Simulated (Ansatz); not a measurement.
## How methods differ on SiH3 (silyl radical)

SiH3 has 4 atoms, charge 0, and is taken as a doublet. As SMILES, `[SiH3]`. Geometry: optimised at B3LYP/def2-SVP.

Each level gives the adiabatic electron affinity (to the singlet anion, shapes relaxed at B3LYP/def2-SVP, no zero-point term) (eV). The values are calculated.

The electron affinity is E(neutral) − E(anion): positive where the electron is bound.

```
               level                    kind  program  value (eV)  CPU time (all runs)
      UHF/def2-TZVPP            Hartree–Fock   Ansatz        0.04               0.57 s
    UBLYP/def2-TZVPP                     GGA   Ansatz        1.13                1.7 s
 U-r2SCAN/def2-TZVPP                meta-GGA   Ansatz        1.10                3.8 s
   UB3LYP/def2-TZVPP           global hybrid   Ansatz        1.24                1.8 s
 UPBE0-D4/def2-TZVPP           global hybrid   Ansatz        1.18                1.8 s
U-wB97M-V/def2-TZVPP  range-separated hybrid   Ansatz        1.27                7.2 s
  RPA@PBE/def2-TZVPP                     RPA   Ansatz        1.37                2.4 s
     UMP2/def2-TZVPP     perturbation theory   Ansatz        0.99               0.79 s
```

The values span 0.04 to 1.37 eV. CPU times are rough (shared hosts, several kinds of processor): they show what a rung costs within a factor of a few.

Attachment is bound at every level, but only barely in Hartree–Fock, at 0.04 eV, whereas the correlated and density-functional values run from 0.99 to 1.37 eV. The added electron fills the singly occupied, silicon-centred hybrid orbital and turns it into the lone pair of a closed-shell anion isoelectronic with phosphine. This creates a new electron pair whose correlation energy has no counterpart in the radical, so a mean-field treatment penalises the anion. MP2 already recovers most of the missing binding.

The measured affinity of silyl lies near the top of the calculated range, so most levels underbind the electron. A likely shared cause is the absence of diffuse functions from the basis, which confines the anion's lone pair more than the radical's orbitals. The closeness of RPA to experiment may therefore owe something to error cancellation and doesn't establish it as the best method here. Nor can the modest spread among the functionals be assigned to exact exchange alone, since their correlation parts differ too.
